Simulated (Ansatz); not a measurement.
## Ti: energy above lowest point against volume scale

Free energy against uniform scaling of the volume at fixed shape and fractions; periodic cell, basis, potentials, k mesh and filling as listed. The results are calculated, by Ansatz 0.2.0.

The cell before it is scaled or strained (space group P6/mmm, No. 191):
```
CELL_PARAMETERS angstrom
4.60000 0.00000 0.00000
-2.30000 3.98370 0.00000
0.00000 0.00000 2.82000
ATOMIC_POSITIONS crystal
Ti 0.00000 0.00000 0.00000
Ti 0.33333 0.66667 0.50000
Ti 0.66667 0.33333 0.50000
```

Settings of every row: functional PBEsol; dispersion none; potentials PAW; wave cutoff 470 eV; density cutoff 1880 eV; k mesh 7x7x10; k shift 0x0x0; occupations gaussian; smearing width 0.15 eV; spin none.

Limits: coarse k mesh, up to 40 meV an atom off.

```csv
row,volume scale,V (Å³/atom),energy above lowest point (meV/atom)
1,0.94,16.192,1.7
2,0.96,16.536,0
3,0.98,16.881,3.6
4,1,17.226,?
5,1.02,17.57,24.8
6,1.04,17.915,41.6
7,1.06,18.259,62
```

Question: what energy above lowest point should row 4 give?

Worked fit of energy above lowest point. Take u = (V_r/V)^(2/3) − 1 with V_r = 17.226 Å³ an atom, which is twice the finite (Eulerian) strain; such expansions in the strain, on which the Birch-Murnaghan equation of state is built, carry the rest volume and the bulk modulus. The shown rows have u = 0.04213, 0.02763, 0.01358, -0.0131, -0.02581, -0.03808. Least squares give energy above lowest point = 12.02 − 800.4 × u + 13323 × u² − 3314 × u³ meV/atom; a parabola predicts inner rows, each left out in turn, worse (root mean square 0.074 against 0.0099 meV/atom). All shown rows lie on it to the printed digit. Its lowest point lies at u = 0.0304, or V = 16.47 Å³ an atom, and the curvature there gives the bulk modulus at fixed shape and fractions, B = (4/9)(1 + u)² E″(u)/V = 120 GPa. Letting shape and atoms relax would as a rule lower it, by much in layered, chain or molecular crystals. The withheld row has u = 0, so the fit gives 12.02 − 800.4 × (0) + 13323 × (0)² − 3314 × (0)³ = 12.0 meV/atom.

The calculation gave 12 meV/atom. The fit meets it to the printed digit.
